## The row that looks wrong

Neutral Rb is the odd row. Its hyperfine constant climbs from 1186 MHz at the Dirac-Hartree-Fock (DHF) level to 1873 MHz at the final level, a factor $1873/1186 = 1.58$, where Pd9+ at the far end needs only $37240/32430 = 1.15$. Rb is also the only row in which the Brueckner step is the larger one in per cent (30 % of the RPA value, against 21 % of the DHF value for core polarisation); in MHz it is the larger one in Sr+ too. The question is whether Rb breaks the sequence or is merely the steep end of a smooth curve.

B-spline many-body code 1, no-pair Dirac-Coulomb: 5s1/2 hyperfine constants of the 37-electron sequence, with one electron outside a frozen [Ar] 3d10 4s2 4p6 core. The levels are DHF, DHF with RPA core polarisation, and RPA with Brueckner orbitals (second-order or screened correlation potential). A/g is A divided by μ/(I μ_N), for a finite, uniformly magnetised nucleus.

| species | Z | charge (e) | nuclear rms radius (fm) | A/g, DHF (5s1/2) (MHz) | A/g, RPA (5s1/2) (MHz) | A/g, Brueckner RPA (5s1/2) (MHz) |
| --- | --- | --- | --- | --- | --- | --- |
| Rb | 37 | 0 | 4.204 | 1186 | 1436 | 1873 |
| Sr+ | 38 | 1 | 4.224 | 3013 | 3586 | 4180 |
| Zr3+ | 40 | 3 | 4.269 | 7785 | 9015 | 9813 |
| Nb4+ | 41 | 4 | 4.324 | 10750 | 12320 | 13210 |
| Mo5+ | 42 | 5 | 4.409 | 14140 | 16060 | 17040 |
| Tc6+ | 43 | 6 | 4.411 | 17970 | 20260 | 21320 |
| Ru7+ | 44 | 7 | 4.481 | 22280 | 24940 | 26090 |
| Rh8+ | 45 | 8 | 4.495 | 27090 | 30150 | 31390 |
| Pd9+ | 46 | 9 | 4.532 | 32430 | 35910 | 37240 |

$A/g$ is the magnetic dipole hyperfine constant of the $5s_{1/2}$ level divided by the nuclear $g$ factor $\mu/(I\mu_N)$, so that it is an electronic quantity; the constant of an actual isotope carries its own $g$ and does not follow this trend directly. The three result columns are rungs: the DHF orbital in a frozen core, the same with the core's response to the hyperfine field (RPA), and RPA with a Brueckner orbital that feels the correlation potential. Below, $z$ is the charge plus one, the charge that the outer electron sees far from the core. The four printed digits mean $\pm 0.5$ MHz up to Zr3+ and $\pm 5$ MHz from Nb4+ on.

The columns follow one orbital, which is not always the ground state. In the same runs $5s$ is lowest in Rb and Sr+, while in Zr3+, Nb4+, Mo5+, Tc6+, Ru7+ and Pd9+ the lowest level is $4d_{3/2}$, with $5s$ from 4.9 to 43.6 eV above it.

## Two charges set the density at the nucleus

An $s$ electron couples to the nuclear moment through its density at the nucleus. Near the nucleus it moves in the bare field $Z/r$, so the shape of the inner wavefunction depends on $Z$ alone. Its amplitude depends on how often the electron dives in, which is the orbital frequency. The electron spends most of its time outside the core, where the binding energy is $E = z^2\,\mathrm{Ry}/n^{*2}$ and the frequency goes as $z^2/n^{*3}$. Joining the two regions gives the Fermi-Segrè density, and relativity multiplies it by the Casimir factor $F$:

$$\frac{A}{g} = A_0\,\frac{Z z^2}{n^{*3}}\,F, \qquad F = \frac{3}{\gamma(4\gamma^2-1)}, \qquad \gamma = \sqrt{1-(\alpha Z)^2}$$

Here $A_0 = \tfrac{2}{3}\mu_0\,(2\mu_B)\,\mu_N/(\pi a_0^3 h) = 254.43$ MHz is the contact constant for the hydrogen $1s$ density.

The limits show what to expect. With no core, $z = Z$ and $n^* = 5$, and the hydrogenic $Z^3/n^3$ law returns. In the neutral atom the 36 core electrons are the dominant disturbance: the electron gains much extra phase as it crosses the core, and $n^*$ is only 1.80. The core holds the same 36 electrons along the whole sequence, so its influence fades relative to the growing outer field, and $n^*$ rises in each row towards 5, reaching 3.39 at Pd9+. From Rb to Pd9+ the factors are 1.243 for $Z$, 100 for $z^2$ and 1.086 for $F$, which together would give 135. The factor $n^{*-3}$ contributes 0.150 and brings the product to 20.25, against 19.88 in the final column. DHF alone grows by 27.3, so the numbers show that correlation slows the rise and does not drive it.

Mo5+ serves as a worked case; nothing is fitted, and $n^*$ comes from the correlated energies of the same run. Removing the $4d_{3/2}$ electron costs 68.998 eV and $5s$ lies 15.013 eV higher, so $E = 53.99$ eV and $n^* = 6\sqrt{13.606/53.99} = 3.012$. With $\alpha Z = 0.3065$, $\gamma = 0.9519$ and $F = 1.201$,

$$\frac{A}{g} = 254.43 \times \frac{42 \times 36}{27.33} \times 1.201 \approx 16\,910\ \text{MHz},$$

and the table's 17040 MHz is 0.8 % above the model.

Over the eight rows whose energies are at hand (all but Rh8+) the ratio of final value to model stays between 0.996 (Pd9+) and 1.020 (Sr+). Rb, at 1.015, is inside that band. Once its correlated binding energy is used, the odd row is ordinary.

The closeness is partly cancellation. The full formula has a factor $1 - d\delta/dn$ for the drift of the quantum defect $\delta = n - n^*$. Taking $\delta$ linear in $1/n^{*2}$ through the $5s$ and $6s$ levels gives 1.083 for Rb, falling to 1.059 for Nb4+, and the final values then lie 4.5 to 6.3 % below the model in those four rows. The formula also assumes a point nucleus and a local potential, whereas the final column includes non-local exchange and a core-polarisation part that belongs to no valence orbital. The model therefore accounts for the twentyfold rise and for its smoothness, and its last few per cent mean little. The small dip of the ratio at Rb is an example: with the slope factor the ratio rises steadily from Rb to Nb4+.

## Sizing the breaks

A direct search uses a cubic in $Z$, fitted by unweighted least squares to the seven consecutive rows Zr3+ to Pd9+, separately for each column. The largest residual is 3.8 MHz (RPA, Tc6+), inside the $\pm 5$ MHz rounding. Zr3+ misses by up to 1.1 MHz, more than its own rounding, but the curve inherits the coarser rounding of the other six rows. No row among the seven breaks the trend.

Carried outside its range, the cubic falls short of the final column by 25 MHz at Sr+ (0.6 % of the table value) and by 41 MHz at Rb (2.2 %). This is no kink. The function $z^2/n^{*3}$ is not a polynomial, so a cubic that fits seven rows need not hold outside them; the extrapolation runs two and three units of $Z$ beyond the fitted rows and magnifies their rounding. The miss has one sign and grows with distance in all three columns, DHF included, which is how an extrapolation fails.

Tc6+ deserves a separate look, because its run warns that a Brueckner orbital differs strongly from its Dirac-Fock start. Whichever orbital that is, the $5s$ constant shows no trace of it. The Brueckner step is 5.23 %, between 6.10 % for Mo5+ and 4.61 % for Ru7+, and the final value sits 0.3 MHz from the cubic.

## Why the two corrections fade at different rates

Both steps grow in MHz and shrink in per cent in every row. The RPA step halves, from 21.1 to 10.7 %. The Brueckner step falls eightfold, from 30.4 to 3.7 %. The percentages cross between Rb and Sr+, and that crossing is what makes Rb look special.

The RPA step is core polarisation. Exchange with the valence spin pulls core $s$ electrons of one spin direction into slightly different orbitals from those of the other, and the imbalance adds contact density. Counting powers, the repulsion grows as the first power of an effective charge and the level spacings as the second, so the relative step should fall as $a/(z+c)$. The response takes place in core shells that already feel far more than one unit of charge in neutral Rb, so nine more units stiffen them only moderately.

The Brueckner step is the reverse action. The valence electron polarises the core and is attracted by the induced dipole, roughly as $-\alpha_c/2r^4$ with $\alpha_c$ the core polarisability. It binds more tightly, $n^*$ drops, and $A$ rises. In the formula above the rise goes as $E^{3/2}$ at a fixed slope factor, and that is only part of the step. In Pd9+ the correlation shift of $5s$ is 1.3 % (screened) or 1.5 % (second-order) of the DHF binding energy, which gives about 2 % where the step is 3.7 %. A change in the slope factor is a likely part of the rest. What matters is the polarisation energy relative to the binding energy, and the binding energy starts from $z = 1$, where it is smallest. Two Coulomb interactions would suggest a $1/z^2$ decay, but the soft core excitation $4p \to 4d$ stays within one shell and its energy grows only linearly with charge, which returns one power. That is an argument for large charge. The runs are consistent with the picture: $\alpha_c$ falls from 9.08 to 0.82 bohr³, and the step per unit polarisability stays between 2.85 % (Sr+) and 4.50 % (Pd9+) per bohr³. Since $\alpha_c$ and the step come from the same core, this is a consistency check and no independent proof.

A straight line of the inverse step against $z$, fitted to all nine rows with weights that equalise relative errors, gives $1.944/(z+8.25)$ for RPA and $0.380/(z+0.26)$ for the Brueckner step. The worst errors are 0.7 % and 1.5 % of the step. The constants $a$ and $c$ trade against each other and are not given a meaning. A pure power of $z$ fails for RPA (6.9 % of the step) but does almost as well for the Brueckner step ($z^{-0.91}$, 1.9 %), so the table cannot choose between the forms there.

The misfits exceed rounding in places: 25.5 MHz for RPA at Pd9+, and 9 MHz for the Brueckner step at Sr+. The RPA residuals are positive at both ends and negative in the middle, the mark of a two-parameter curve that is slightly too stiff. Rb, part of both fits, misses by 0.8 and 3.4 MHz. Its large correlation share is the $z = 1$ end of a near-$1/z$ law.

Rb is still the row where the method's limits bite hardest. Structure radiation and normalisation terms are left out, and the choice between a second-order and a screened potential acts on the Brueckner step. Theory suggests that both matter most where correlation is largest, so smoothness of the column says nothing about the accuracy of the 30 %.

## One irregularity below the printed digits

The only uneven input in the table is the nuclear rms radius. It rises by 0.085 fm from Nb to Mo and by 0.002 fm from Mo to Tc; against a straight line through Zr to Pd, Mo lies 0.79 % high and Ru 0.46 % high. A larger nucleus lowers the contact interaction, because the charge is spread out and the magnetisation is sampled away from the peak of the density. For two uniform spheres the non-relativistic Zemach correction is $-2Z\langle r\rangle/a_0$, with $\langle r \rangle$ the mean distance between a point of one and a point of the other. It is linear in the radius $R$, and gives $d\ln A/d\ln R \approx -0.009$ for Mo, a rough size that relativity should increase.

The six-digit values of the same runs do wiggle: the fourth difference from Zr3+ to Ru7+ is $-11.5$ MHz in DHF, where rounding allows 0.8. A quartic in $Z$ plus a term in the radius deviation, solved exactly through six rows, gives $d\ln A/d\ln R = -0.015$ in each column. A least-squares cubic in $Z$ for the quantity $A/F$, with the same radius term, gives $-0.014$ to $-0.016$. Rh8+, left out, is reproduced within its rounding (27086 against 27090 MHz in DHF). The fits have no spare point or one, and the three columns share one orbital near the nucleus, so the assignment is plausible in sign and size and not established. The largest shift is 2 MHz, invisible in the table.

## Why so smooth, and where it would break

The smoothness has physical and built-in parts. The $5s$ orbital keeps its nodes and has no centrifugal barrier, so it contracts steadily. The $4d$ level drops below it between Sr+ and Zr3+, but levels of different angular momentum do not mix in a spherical core, and the crossing leaves $5s$ untouched. The direct term is large and both corrections share its sign, so nothing cancels. The built-in part is that the method holds the core closed and treats one valence state at a time. Selection may also contribute: species absent from the series, among them Y2+ and every ion beyond Pd9+, were either not computed or set aside, so smoothness is shown only for the nine rows kept.

Removing each protection in turn locates the breaks.

Following the ground state in place of the orbital, $A/g$ drops from 4180 MHz (Sr+, $5s$) to 572 MHz (Zr3+, $4d_{3/2}$), a factor 7.3, because a $d$ electron has practically no contact density and its direct coupling goes only through $\langle r^{-3}\rangle$.

Where the direct term is small, core polarisation can outweigh it. For $4d_{5/2}$ the RPA shift is negative and changes little, from $53.4$ to $-48.2$ MHz in Sr+ and from $193.4$ to $55.1$ MHz in Zr3+, shifts of 102 and 138 MHz. The direct term nearly quadruples as $4d$ contracts, and the total changes sign. These $d$ constants are less secure than the $5s$ columns, but they show the mechanism: two smooth terms of opposite sign make an abrupt-looking sum.

For $5s$ itself a break needs a partner of the same parity and $J$. Theory supplies one further along the sequence. The $4d \to 5s$ gap changes shell and grows roughly as $z^2$, while excitations within the $n = 4$ shell grow linearly, so core-excited configurations must eventually come down past the valence levels. The odd $4p^5 4d^2$ can disturb only levels of odd parity, such as $p$ and $f$; $5s$ must wait for an even configuration such as $4s\,4p^6 4d^2$. At such a crossing an energy denominator in the correlation potential passes through zero, and the Brueckner column would leave its curve while DHF stayed smooth. At which charge this happens is untested here. Short of it, the next ion should continue the pattern, with $n^*$ a little nearer 5 and both corrections larger in MHz and smaller in per cent.
